## Results and discussion: spin splitting of the 3p level in 17-electron ions

The quantity studied is the splitting $\Delta = \varepsilon(3p\ \text{down}) - \varepsilon(3p\ \text{up})$, the difference between the Kohn-Sham eigenvalues of the 3p orbital for the two spin directions. It was computed in the scalar-relativistic local spin-density approximation for ions with three up and two down electrons in the 3p shell. $Z$ is the nuclear charge, the ionic charge is $Z-17$, and the mean radius is $\langle r\rangle$ of the orbital of the given spin. Below, $\bar r$ and $|\bar\varepsilon|$ are the averages of radius and binding over the two spins, and formulas are in hartree atomic units (1 hartree = 27.211 eV).

$\Delta$ is not a spectroscopic splitting. The open shell is spherically averaged, so terms are not resolved, and spin-orbit coupling, Breit and QED terms are absent. The hydrogen-like expression $\tfrac34\alpha^2 Z\langle r^{-3}\rangle$ for the fine-structure interval of a p level, with the bare $Z$ (an overestimate) and $\langle r^{-3}\rangle$ from further output of the same calculation, is of order 10 eV for Se17+ and of order 100 eV for Eu46+. That is a few times $\Delta$ in the first ion and tens of times in the second. The table therefore describes how the exchange-correlation field of this model atom scales, and real spectra of the heavy ions are organised by fine structure.

All-electron Kohn-Sham calculations with ld1.x of Quantum ESPRESSO 7.5 for 17-electron ions, [Ne] 3s2 3p5 with three up and two down 3p electrons. They are scalar-relativistic and spin-polarised, with the LDA (Slater exchange, Perdew-Zunger correlation), spherical densities and a point nucleus. Eigenvalues are negative for bound levels.

| species | Z | charge (e) | eigenvalue (3p up) (eV) | eigenvalue (3p down) (eV) | mean radius (3p up) (bohr) | mean radius (3p down) (bohr) | ε(3p down) − ε(3p up) (eV) |
| --- | --- | --- | --- | --- | --- | --- | --- |
| K2+ | 19 | 2 | -39.763 | -38.714 | 1.3502 | 1.3588 | 1.049 |
| Se17+ | 34 | 17 | -678.23 | -675.13 | 0.49684 | 0.49741 | 3.098 |
| Mo25+ | 42 | 25 | -1305.9 | -1301.8 | 0.37352 | 0.37381 | 4.182 |
| Tc26+ | 43 | 26 | -1398.6 | -1394.3 | 0.36223 | 0.36250 | 4.319 |
| Eu46+ | 63 | 46 | -3933.7 | -3926.6 | 0.22420 | 0.22429 | 7.107 |
| Ta56+ | 73 | 56 | -5708.2 | -5699.7 | 0.18718 | 0.18724 | 8.558 |

The last column carries more decimals than the eigenvalues of the heavier ions and is evidently formed before rounding; its floor is 0.0005 eV, or 0.05 % of $\Delta$ in K2+ and less elsewhere. From K2+ to Ta56+ the splitting grows by a factor 8.16, the inverse radius $1/\bar r$ by 7.24 and the binding by 145. The splitting follows the size of the orbital and falls behind its binding, from 2.67 % of $|\bar\varepsilon|$ to 0.150 %.

### Why the splitting follows the inverse radius

Up and down electrons feel the same nucleus and the same electrostatic repulsion. They differ only in exchange and correlation. Electrons of like spin avoid each other, which lowers their repulsion, and the lowering is greater for the spin that has more partners. The up level therefore lies deeper in every row. This energy is a Coulomb energy between electrons of one shell, so it goes as the inverse of their distance. The binding is the attraction to a charge that itself grows along the series, acting over a distance that shrinks, and it has two powers of the charge where the splitting has one.

In formulas, the common parts of the potential cancel, and to first order in the difference of the potentials

$$\Delta = \int \rho_{3p}\,\big(v_{xc}^{\downarrow}-v_{xc}^{\uparrow}\big)\,d^3r ,$$

with $\rho_{3p}$ the normalised orbital density. Slater exchange gives $v_x^{\sigma} = -(6n_\sigma/\pi)^{1/3}$ for the density $n_\sigma$ of spin $\sigma$, so

$$v_x^{\downarrow}-v_x^{\uparrow} = (6/\pi)^{1/3}\big(n_\uparrow^{1/3}-n_\downarrow^{1/3}\big) > 0 .$$

If all shells shrink by a factor $\lambda$ at fixed shape, the densities grow as $\lambda^3$ and $\Delta$ as $\lambda$, that is as $1/\bar r$. For a hydrogenic 3p orbital $\bar r = 12.5/Z_r$ with an effective charge $Z_r = Z-\sigma_r$, so $\Delta$ is close to linear in $Z$, while $|\bar\varepsilon| = (Z-\sigma_\varepsilon)^2/18$.

The size of $\Delta$ is taken up further below, where this integral is evaluated over model shells.

The splittings of other levels in the further output fit the picture of a field located where the unpaired electron is. In Se17+ the 3s level splits by 0.113 hartree, the 3p level by 0.114 (the 3.098 eV of the table) and the empty 3d by 0.104, whereas 2p splits by 0.048, 2s by 0.039 and the empty 4s by 0.036. The 1s level of this ion splits slightly more than 2s although it lies further in, so the field is not confined to the outer lobe of the 3p orbital; the inner lobe, which overlaps the 1s shell, contributes as well.

### How well the scaling holds

All fits used the six rows; the linear forms minimised the squared relative error and the log-log lines the squared error of the logarithm. The form $\Delta = a/\bar r$ gives $a = 1.54$ eV bohr, with errors relative to the table that run from +8.5 % for K2+ to −3.7 % for Ta56+. Proportionality to the binding fails outright, with errors from −92.1 % to +40.5 %. Straight lines in log-log coordinates give an exponent of 1.06 in $1/\bar r$ and 0.42 in $|\bar\varepsilon|$.

The second exponent is below the value 1/2 of a purely hydrogenic picture because the two screening constants differ: $\sigma_\varepsilon$ runs from 13.9 to 11.6 and $\sigma_r$ from 9.8 to 6.2. The theoretical reason is that charge lying outside an electron raises its energy without exerting a force on it, so the eigenvalue is screened by all the electrons and the radius mainly by the inner ones. A larger $\sigma$ removes a larger share of $Z$ at the light end, and the binding grows by 145 where $7.24^2$ is only 52.

Adding a constant, $\Delta = 1.623/\bar r - 0.151$ (eV, bohr), leaves errors of at most 0.5 %. For Mo25+, a row inside the fit, $\bar r = 0.37367$ bohr, $1/\bar r = 2.676$, and $1.623\times2.676 - 0.151 = 4.192$ eV, 0.2 % above 4.182 eV. A line in $Z$, $0.1374\,Z - 1.564$ eV, is good to 0.6 % except for Ta56+ (−1.1 %). The residuals of both fits exceed the rounding and are curved. Slope and intercept trade against each other over six unevenly spaced rows, and the intercepts have no physical meaning.

### The drift of $\Delta\,\bar r$ and the position of K2+

Pure scaling would keep $\Delta\,\bar r$ constant. It rises at every step: 1.421, 1.540, 1.563, 1.565, 1.594 and 1.602 eV bohr, and the local exponent in $1/\bar r$ falls from 1.08 between K2+ and Se17+ to 1.03 between Eu46+ and Ta56+. K2+ stands well below the rest.

Correlation does not obey the scaling. With $\zeta = (n_\uparrow-n_\downarrow)/n$, the functional interpolates the correlation energy per electron as $\epsilon_c = \epsilon_U + (\epsilon_P-\epsilon_U)f(\zeta)$ between the unpolarised and the fully polarised gas. Differentiating $n\epsilon_c$ with respect to each spin density gives

$$v_c^{\downarrow}-v_c^{\uparrow} = -2\,(\epsilon_P-\epsilon_U)\,f'(\zeta).$$

Unlike spins gain more from correlation than like spins, which already avoid each other, so $\epsilon_P>\epsilon_U$; with $f'>0$ the term is negative and favours the minority electrons. At high density it grows only as the logarithm of the density. A negative, slowly growing term subtracts a large share from a small splitting and a small share from a large one, which makes $\Delta\,\bar r$ rise.

The first-order integral was evaluated with hydrogenic shells and no fitted constant: 3s and 3p took $Z_r = 12.5/\bar r$ from the table, and the core took Slater's charges $Z-0.3$ and $Z-4.15$. With exchange alone the model is too high in every row, by 29 % for K2+ and 6 % for Ta56+, and its product with $\bar r$ falls along the series, opposite to the table. With correlation the errors are −1.3, +0.6, +0.6, +0.5, +0.2 and −0.1 %, and the product rises from 1.40 to 1.60 eV bohr. The correlation part is some tenths of an eV in all rows and changes by less than a factor of two. Since the model uses the functional of the calculation, the agreement says nothing about the quality of the functional. It supports the first-order reading and points to correlation as the source of the rise; the table itself does not separate the two parts.

The fall of the exchange product in the model comes from a change of shape, the one thing that can break its scaling. The ratio of the $n=2$ charge to the valence charge drops from $14.85/9.23 = 1.61$ in K2+ to $68.85/66.77 = 1.03$ in Ta56+, so more unpolarised core density reaches the valence region and dilutes $\zeta$. This effect and correlation partly cancel, a further reason not to read the fitted −0.151 eV as a correlation energy. The smallest errors are partly luck: with core and 3s charges set from the shell radii of the further output, the error moves from +0.6 to −0.1 % for Se17+ and from +0.2 to +0.7 % for Eu46+. The model also leaves out the polarisation of the closed shells. The cause of its largest miss, K2+, is left open.

An account through Slater integrals shares the leading $1/\bar r$ scaling, though not the rise of $\Delta\,\bar r$: $F^2(3p,3p)\,\bar r$ from the further output is 0.455 and 0.451 hartree bohr for Se17+ and Eu46+. Sizes discriminate better. A Hartree-Fock-like exchange spread spherically over three orbitals and including self-exchange, $(F^0+0.4F^2)/3$, is $(1.8096+0.4\times0.91518)/3 = 0.725$ hartree for Se17+, 6.4 times $\Delta$, and 6.1 times for Eu46+; it does not describe these numbers. The exchange integral between two different real p orbitals (such as $p_x$ and $p_y$), $3F^2/25$, lies close, with $\Delta$ larger by 4 % and 8 %. Two rows with a drifting ratio do not establish an identity.

### The bend in the slope

The increments $d\Delta/dZ$ between successive rows are 0.1366, 0.1355, 0.137 (±0.001 from rounding over the single step Mo–Tc), 0.1394 and 0.1451 eV. Those of $1/\bar r$ are 0.0849, 0.0831, 0.0835, 0.0850 and 0.0882 bohr$^{-1}$. Both are least between Se17+ and Mo25+ and greatest at the end, so the bend largely follows that of the radius, though the early drop is smaller in $\Delta$. Constant screening would give $1/12.5 = 0.080$ bohr$^{-1}$; every increment exceeds it because $\sigma_r$ falls at every step (9.77, 8.86, 8.55, 8.50, 7.26, 6.23).

Two causes are argued for the two ends. At low charge the shells are well separated and the core screens almost completely; as $Z$ rises they overlap more and $\sigma_r$ should settle towards a limit, which accounts for the early drop and the easing slope. The renewed fall at high $Z$ is attributed to relativistic contraction. That the calculation contains such contraction is visible in the further output, where the 1s radius of Eu46+, 0.02233 bohr, is below the non-relativistic value for a bare nucleus, $1.5/63 = 0.0238$ bohr. For 3p, the ratio of the Dirac to the Schrödinger hydrogenic radius, averaged over $j$ with weights 1/3 and 2/3, gives a contraction of a few per cent for Eu46+ and Ta56+ and well under one per cent for K2+. Removing it, evaluated at the charge $Z_r$, leaves $\sigma_r$ between 8.9 and 9.1 from Se17+ onward and removes the upturn of the slope, whose last value becomes 0.130 eV. The correction is rough: it makes $\sigma_r$ rise again at Ta56+, and more strongly (9.66) when evaluated at the full $Z$, which suggests that it is too large. The effect has the right sign and order, and no more is claimed.

### The larger down orbital

The down radius exceeds the up radius in every row, by a fraction $\delta r/\bar r$ that falls from $6.4\times10^{-3}$ to $0.3\times10^{-3}$. A uniform shift of the potential would leave the orbital unchanged, so the shape of $v_{xc}^{\downarrow}-v_{xc}^{\uparrow}$ matters. Its main part is a low positive hump over the valence shell, which pushes electrons of down spin outwards on its outer slope and inwards on its inner one. The further output agrees: the down 3s orbital of Se17+ is larger (0.50543 against 0.50492 bohr), while the down 2s, which lies inside the hump, is slightly smaller (0.19480 against 0.19485 bohr).

Perturbation theory makes the relative change of order $\Delta$ divided by the energy needed to mix in higher p states. The radii of the table are too coarse for this ratio in the heaviest ions, so the unrounded radii and eigenvalues of the further output are used here. With the binding as that energy, $(\delta r/\bar r)/(\Delta/|\bar\varepsilon|)$ is 0.239, 0.248, 0.243, 0.242, 0.231 and 0.226. The rise from K2+ to Se17+ and the decline after it both exceed the rounding and are unexplained. With the hydrogenic energy $Z_r^2/18$ the ratio runs from 0.78 to 0.27 and is far from constant. A plausible reading is that the spacing to the higher bound p levels is a fraction of the actual binding, which in K2+ (39 eV) is less than a third of $9.23^2/18$ hartree, or 129 eV.

For an ion lying between the tabulated ones, each added proton should add about 0.14 eV to $\Delta$, and the two radii should draw together as $\Delta/|\bar\varepsilon|$. The potential difference is linear in $\zeta$ for small $\zeta$. A 3p shell of similar size with three up electrons and one down is therefore expected to split by somewhat more than twice as much: the excess of up electrons doubles, while the total density that dilutes it is a little lower. This case was not computed.
